Self-excited plasma series resonance in asymmetric discharges

The electrons of the plasma bulk have inertia and act as an inductance; the sheaths act as capacitances. The series circuit has a resonance well above the drive frequency and well below the electron plasma frequency. When one sheath dominates, its nonlinearity excites this plasma series resonance without any source at the resonant frequency. An analytical treatment was given by Czarnetzki, Mussenbrock and Brinkmann (2006). Formulas below are in SI units, T_e is in volts, and a prime denotes d/dt.

Premises

(P1) The generator fixes the voltage V_gen(t) behind a blocking capacitor C_B, and the external circuit is a short at all other frequencies.
(P2) The bulk is quasineutral, with length d, cross-section A equal to that of the powered electrode, constant electron density n and momentum-loss frequency ν.
(P3) Each sheath has a fixed, uniform ion density and a sharp electron edge.
(P4) Ion and electron conduction currents through the sheaths are negligible against the displacement current.
(P5) Fields are electrostatic and one-dimensional.

Sheath

Let the electron edge lie at distance s from the powered electrode, with ion density n_s in between. The uncovered charge is q = e n_s A s ≥ 0. Gauss's law, with zero field at the edge, gives a field of magnitude e n_s (s − x)/ε0 directed to the electrode. Integration over 0 < x < s gives the drop from plasma to electrode,

V_s = e n_s s²/(2ε0) = q²/(2 e n_s ε0 A²), dV_s/dq = s/(ε0 A). (1)

The electrode carries the charge −q. By (P4) the current I = q′ flows from ground through the grounded sheath and the bulk into the powered electrode. The grounded sheath (area A_g, density n_g, width s_g) loses the charge that the powered one gains, q_g = Q − q with Q constant, and V_g = (Q − q)²/(2 e n_g ε0 A_g²).

Bulk

The electron momentum equation m u′ = −eE − mνu with j = −e n u gives E = (m/e²n)(j′ + νj). The bulk displacement current is smaller than j by ω²/ω_pe², where ω_pe² = e²n/(ε0 m), so j = I/A. The drop along the current is then

V_b = L(q″ + νq′), L = m d/(e² n A) = d/(ε0 ω_pe² A), R = νL. (2)

Voltage balance

Following the current from ground, the potential rises by V_g, falls by V_b and by V_s, and arrives at the electrode potential V_gen + V_C. The capacitor voltage obeys C_B V_C′ = I, so V_C = q/C_B + const. With V(t) = −V_gen(t),

L(q″ + νq′) + q²/(2 e n_s ε0 A²) − (Q − q)²/(2 e n_g ε0 A_g²) + q/C_B = V(t) + const. (3)

The net q² coefficient is proportional to 1 − ε with ε = n_s A²/(n_g A_g²). For ε = 1, as in a symmetric discharge, the two sheath terms combine to (2Qq − Q²)/(2 e n_s ε0 A²). Equation (3) is then linear with constant coefficients, and its steady state contains only the applied frequencies. The resonance exists but nothing excites it. The cancellation rests on (P3): a cubic term in V_s(q), which a non-uniform ion profile produces, does not cancel.

For one dominant sheath, s_g/A_g ≪ s/A, the variation of V_g is negligible, and for C_B ≫ ε0A/s so is that of q/C_B. Then

L(q″ + νq′) + q²/(2 e n_s ε0 A²) = W(t), W(t) = V(t) + V_0. (4)

The constant V_0 contains the self-bias. It is fixed by the small conduction currents that (P4) omits: ion and electron charge to the electrode must balance on average. Electrons arrive only when the sheath has nearly collapsed, so the deepest minimum of W lies near zero.

Quasi-static solution and ringing

Without the bulk term, q_0 = b√W with b = A(2 e n_s ε0)^(1/2). Put q = q_0 + δ in (4), subtract q_0²/b² = W and divide by L:

δ″ + νδ′ + Ω²(t) δ (1 + δ/2q_0) = −(q_0″ + νq_0′), (5)

Ω² = 2q_0/(b²L) = s(t)/(ε0 A L) = ω_pe² s(t)/d. (6)

Equation (5) is exact within (4). For |δ| ≪ 2q_0 it is a linear oscillator of instantaneous frequency ω_pe(s/d)^(1/2), where ω_pe belongs to the bulk density n, while n_s enters only through s(t). Keeping the bulk displacement current replaces d by d + s, so (6) is of leading order in s/d.

Let φ′ = Ω and try y = Ω^(−1/2) exp(−νt/2) cos(φ + const). Differentiation gives

y″ + νy′ + Ω²y = y[−ν²/4 − Ω″/2Ω + 3Ω′²/4Ω²].

Hence y solves the homogeneous equation when the bracket is small against Ω². The free ringing decays at the rate ν/2; in addition its charge amplitude scales as Ω^(−1/2) and its current amplitude as Ω^(1/2). The energy ½LÎ² (Î the current amplitude) divided by Ω decays as exp(−νt). The combination of such solutions with G(t′,t′) = 0 and unit initial slope is the Green function

G(t,t′) = exp[−ν(t − t′)/2] sin[φ(t) − φ(t′)]/[Ω(t)Ω(t′)]^(1/2),

δ(t) = −∫ G(t,t′)[q_0″(t′) + νq_0′(t′)] dt′ over t′ < t. (7)

Excitation at a sheath minimum

Take two frequencies, W = V_l(1 − cos θ) + V_h(1 − cos ω_h t), with θ = ω_l t + θ_0 and V_0 = V_l + V_h. For ω_l ≪ ω_h freeze θ over one fast cycle: W = U − V_h cos ω_h t, with minimum V_m = U − V_h = V_l(1 − cos θ). The source q_0″ peaks at the minimum, where W ≈ V_m(1 + x²), x = t/t_0, t_0 = (2V_m/V_h)^(1/2)/ω_h. There

q_0 = q_m(1 + x²)^(1/2), q_0″ = (q_m/t_0²)(1 + x²)^(−3/2), Ω = Ω_m(1 + x²)^(1/4), φ = Λ g(x),

with Λ = Ω_m t_0 ∝ V_m^(3/4) and g(x) = ∫₀ˣ (1 + y²)^(1/4) dy. The quasi-static current reverses from −I_∞ to +I_∞ within a few t_0, where I_∞ = q_m/t_0 = A ω_h (e n_s ε0 V_h)^(1/2) does not depend on V_m.

Expand the sine in (7) and extend the integral over the whole peak. At zero order in ν the source is even and φ is odd, so only the cos φ(t′) part survives. The terms of first order in ν are odd; they feed the sin φ(t′) part, shift the phase, and alter the amplitude only at second order. After the minimum the ringing part is δ ∝ −sin φ(t), with current amplitude

Î(t) = I_∞ J(Λ) [Ω(t)/Ω_m]^(1/2) exp(−νt/2), J(Λ) = ∫ (1 + x²)^(−13/8) cos[Λg(x)] dx, −∞ < x < ∞. (8)

The power 13/8 is 3/2 from q_0″ plus 1/8 from Ω^(−1/2). For large Λ replace the cosine by exp(iΛg) and lift the contour to the branch point x = i, where W = 0. There iΛg = −cΛ + σ, with c = ∫₀¹(1 − y²)^(1/4) dy = 0.874, σ = (2Λ/5)z^(5/4), z = 1 + x² and dx = −(i/2)dz. The integrand becomes −(2i/5)(2Λ/5)^(1/2) σ^(−3/2) exp(σ) dσ on a Hankel contour, whose integral of σ^(−3/2) exp(σ) is 2πi/Γ(3/2) = 4i√π. Thus

J ≈ (8/5)(2πΛ/5)^(1/2) exp(−cΛ). (9)

With the full cosine in W, the exponent cΛ becomes S = ∫Ω(iτ) dτ from 0 to the zero of W(iτ). The substitution z = sinh(ω_hτ/2)(2V_h/V_m)^(1/2) gives S = Λ∫₀¹(1 − z²)^(1/4)(1 + V_m z²/2V_h)^(−1/2) dz. Excitation is therefore exponentially weak when the sheath stays wide, and in a dual-frequency discharge it comes in bursts around the collapse of the slow cycle.

On the real axis the neglected terms are small for large Λ: at x = 0 the bracket is 1/(4Λ²) of Ω², and δ ≈ −q_0″/Ω² gives |δ|/2q_0 = 1/(2Λ²). Near x = i they are not small, so they change the prefactor of (9) by a fixed factor. There (4) without damping reduces to the first Painlevé equation, w² − (d²w/dz²)/6 = z after scaling. Its known Stokes constant, of modulus 3^(1/4)/(2√π) = 0.371, exceeds the value 0.341 that the linear integral above gives in that scaling by the factor 1.09. The exponent is unaffected.

For Λ ≲ 1 the linearisation fails. At V_m = 0, W = (I_∞t/b)² near the minimum, and q = −I_∞t solves (4) exactly for ν = 0. Inertia carries q through zero, which the sheath cannot do: electrons stream to the electrode until the bulk current has stopped. The only time scale is then t* = (d/ω_pe²v)^(1/3), from Ω(t*)t* = 1 with s = vt and edge speed v = I_∞/(e n_s A), and the ringing current is of order I_∞.

Ohmic power

Multiply (4) by q′ and average over a long time. The terms Lq′q″ and q²q′ are total derivatives of bounded quantities, and so is V_0q′, so

⟨V I⟩ = R⟨I²⟩ = (R/2) Σ_k I_k², (10)

where I_k are the amplitudes of all spectral lines. The generator does work only at its own frequencies; the lossless sheath converts part of it to harmonics, and every harmonic is dissipated in R. Three contributions can be separated. The quasi-static current obeys I_0²/I_∞² = sin²(ω_h t)/[2(u − cos ω_h t)] with u = U/V_h, whose cycle average is

⟨I_0²⟩ = I_∞²[u − (u² − 1)^(1/2)]/2. (11)

For u = 1, q_0 ∝ |sin(ω_h t/2)| and I_k = 8k I_∞/[π(4k² − 1)]. The total I_∞²/2 then exceeds the fundamental's I_1²/2 by 9π²/64 = 1.39, and the slow 1/k fall of I_k supplies the lines near Ω. The ringing adds the energy ∫ RÎ²/2 dt per excitation; its cross term with I_0 oscillates at Ω and largely averages out. The forced part δ ≈ −q_0″/Ω² does not oscillate at Ω, and its cross term with I_0 survives. Integration by parts between two maxima of W, where I_0 = 0, gives 2R∫I_0δ′ dt = 2R∫(q_0″²/Ω²) dt > 0. For the parabolic minimum ∫(1 + x²)^(−7/2) dx = 16/15 makes this (32/15)R I_∞² t_0/Λ² per fast cycle, at leading order in 1/Λ². It falls only as a power of Λ, while the ringing falls exponentially.

Illustration: 2 and 27.12 MHz in N2 at 1 Pa

Assumed inputs, all illustrative: electrode radius 10 cm, d = 6 cm, n = 4×10⁹ cm⁻³, n_s = 5×10⁸ cm⁻³, density 1.5×10⁹ cm⁻³ at the Bohm point, T_e = 3 V, gas at 300 K, N2⁺ ions of mass 28 u, V_l = 250 V, V_h = 100 V. A typical momentum-transfer rate coefficient of N2 at this T_e is 1.3×10⁻⁷ cm³/s.

The gas density is 2.41×10¹⁴ cm⁻³, so ν_m = 3.14×10⁷ s⁻¹. The mean electron speed is v̄ = (8eT_e/πm)^(1/2) = 1.16×10⁶ m/s. Momentum loss at the sheath edges is represented by the assumed term v̄/d = 1.93×10⁷ s⁻¹, giving ν = 5.07×10⁷ s⁻¹. Further, ω_pe/2π = 568 MHz, L = 16.9 nH, R = 0.86 Ω and I_∞ = 1.43 A. The fast period is T = 36.9 ns, over which ringing decays by exp(−νT/2) = 0.39. At full expansion W = 700 V, s = 12.4 mm and Ω/2π = 259 MHz.

The slow phase advances by 0.463 rad per fast cycle. Let a fast minimum coincide with θ = 0, and consider the minimum one cycle earlier, which meets almost no earlier ringing. There V_m = 26.4 V (the drift of θ lowers it by only 0.3 V), s_m = 2.41 mm, Ω_m/2π = 114 MHz, Ω_m/ν = 14, t_0 = 4.26 ns and Λ = 3.05. The two small parameters are 1/(4Λ²) = 0.03 and 1/(2Λ²) = 0.05. Numerical integration of (8) gives J = 0.27, while the leading form (9) gives 0.22. The exponent is cΛ = 2.67 for the parabola and S = 2.62 for the cosine, which raises the amplitude by 5 per cent. Half a cycle later W = 207 V, s = 6.76 mm, Ω/2π = 191 MHz, and (8) gives Î = 0.31 A. Integrating RÎ²/2 over the fast cycle after the minimum, with θ drifting, gives 1.4 nJ. The quasi-static energy R⟨I_0²⟩T of the cycle centred on the minimum (u = 1.26) is 16 nJ, so the ringing of this burst adds 9 per cent. The forced term adds 1.7 nJ, or 11 per cent, and the two together raise the dissipation above the quasi-static value by about a fifth. One cycle earlier still, V_m = 100 V and S = 6.8: exp(−S) is 0.0011 against 0.073, and the excitation is negligible.

The collapse at θ = 0 rings most strongly but lies outside (4). Here v = 5.7×10⁵ m/s and t* = 2.0 ns. The Bohm ion current is 24 mA, only 1.7 per cent of I_∞, yet its charge per slow period, 12 nC, must return as electrons during the collapse, which takes 8.5 ns even at the full current I_∞. The thermal current e n_s v̄A/4 = 0.73 A is below I_∞, so a reversed field is needed to draw it. V_0 is thus known only to a fraction of LI_∞/t* = 12 V, and lowering V_m by 5 V raises (9) by a factor 1.4. Since the frequency ratio 13.56 is not an integer, V_m also differs from one slow cycle to the next.

These numbers are the model's, not those of a particular reactor.

Range of validity

The largest neglected term concerns L. When the sheath contracts, the current must cross the vacated region, where the density is n_s, not n. This adds (n/n_s)(s_max − s) to d. At the minimum studied it multiplies L by 2.3, lowers Ω_m/2π to 75 MHz and Λ to 2.0, raises J to 0.6 and the ratio of ringing to quasi-static energy, which scales as J², by about 5; the share of the forced term, which scales as 1/Λ², rises by the factor 2.3. Equation (6) survives with d read as the instantaneous length n∫dx/n(x), but the constant-L numbers overstate the frequency near collapse and understate the ringing. Ringing frequencies in low-pressure asymmetric discharges are typically of order 100 MHz, the range in which both estimates fall.

The other conditions are as follows.
Quasineutral bulk: s/d is 0.04 at the minimum and 0.21 at full expansion.
Dominant sheath: an assumed s_g = 2 mm with A_g = 5A adds 17 per cent to Ω_m² and keeps Ω finite at collapse.
Fixed ions: the ion plasma frequency at n_s is 0.89 MHz. Ions ignore 27.12 MHz but partly follow 2 MHz, so n_s is constant within a fast cycle only.
Sharp edge: the Debye length at n_s is 0.58 mm, and s_m is 4.2 times that.
Local friction: the mean free path v̄/ν_m = 37 mm is comparable with d, so ν is a phenomenological rate, and (10) counts collisionless loss only through it.
Electrostatics: the skin depth c_0/ω_pe (c_0 the speed of light) is 84 mm, and the internal magnetic inductance μ0d/8π = 3.0 nH of the column is 18 per cent of L. Larger or denser plasmas support several radial modes in place of one resonance.
Voltage drive: C_B must exceed ε0A/s_m = 115 pF by far, and any feed inductance between the electrode and the nearest shunt capacitance adds to L. A source that imposes a sinusoidal current admits no harmonic currents.
Weak damping: ringing requires ν < 2Ω, and it fades within a fast cycle once νT/2 ≫ 1; with ν_m proportional to pressure, ν_mT/2 is 0.58 at 1 Pa and 5.8 at 10 Pa.